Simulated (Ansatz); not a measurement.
A series in volume scale on AlFe

Results calculated with Ansatz 0.2.0, not measured. Free energy against uniform scaling of the volume at fixed shape and fractions; periodic cell, basis, potentials, k mesh and filling as listed.

The cell before it is scaled or strained (space group Pm-3m, No. 221):
```
AlFe
1.0
      2.9197     0.0000     0.0000
      0.0000     2.9197     0.0000
      0.0000     0.0000     2.9197
Al Fe
1 1
Direct
  0.00000 0.00000 0.00000
  0.50000 0.50000 0.50000
```

Settings of every row: functional PBE; dispersion none; potentials PAW; wave cutoff 500 eV; density cutoff 2000 eV; k mesh 10x10x10; k shift 0x0x0; occupations fermi dirac; smearing width 0.1 eV; spin collinear.

Limits: coarse k mesh, up to 40 meV an atom off; state may not be the lowest; with one magnetic atom in the cell only parallel moments are possible.

```
row  volume scale  V (Å³/atom)  energy above lowest point (meV/atom)  pressure (GPa)
  1        0.9406       11.705                                   0.4            2.97
  2        0.9703       12.075                                     0           -2.46
  3             1       12.445                                     ?               ?
  4        1.0297       12.814                                  32.1          -10.98
  5        1.0594       13.184                                  61.3          -14.28
```

Question: what energy above lowest point and pressure should row 3 give?

Worked fit of energy above lowest point. Take u = (V_r/V)^(2/3) − 1 with V_r = 12.444 Å³ an atom, which is twice the finite (Eulerian) strain; such expansions in the strain, on which the Birch-Murnaghan equation of state is built, carry the rest volume and the bulk modulus. The shown rows have u = 0.04166, 0.02027, -0.01934, -0.03778. Least squares give energy above lowest point = 11.14 − 819.7 × u + 13470 × u² meV/atom; a straight line predicts inner rows, each left out in turn, worse (root mean square 12 against 0.16 meV/atom). The rows lie off it by 0.0, -0.1, 0.1, 0.0. The withheld row has u = -5e-05, so the fit gives 11.14 − 819.7 × (-5e-05) + 13470 × (-5e-05)² = 11.2 meV/atom.

The calculation gave 11.1 meV/atom. The fit lies 0.1 meV/atom (0.16 % of the column's range) above it, one unit of the last digit.

Worked fit of pressure. Take u = (V_r/V)^(2/3) − 1 with V_r = 12.444 Å³ an atom, which is twice the finite (Eulerian) strain; such expansions in the strain, on which the Birch-Murnaghan equation of state is built, carry the rest volume and the bulk modulus. The shown rows have u = 0.04166, 0.02027, -0.01934, -0.03778. Least squares give pressure = −7.067 + 214.66 × u + 629.7 × u² GPa; a straight line predicts inner rows, each left out in turn, worse (root mean square 0.57 against 0.0076 GPa). All shown rows lie on it to the printed digit. The withheld row has u = -5e-05, so the fit gives −7.067 + 214.66 × (-5e-05) + 629.7 × (-5e-05)² = -7.08 GPa.

The calculation gave -7.07 GPa. The fit lies 0.01 GPa (0.058 % of the column's range) below it, one unit of the last digit.
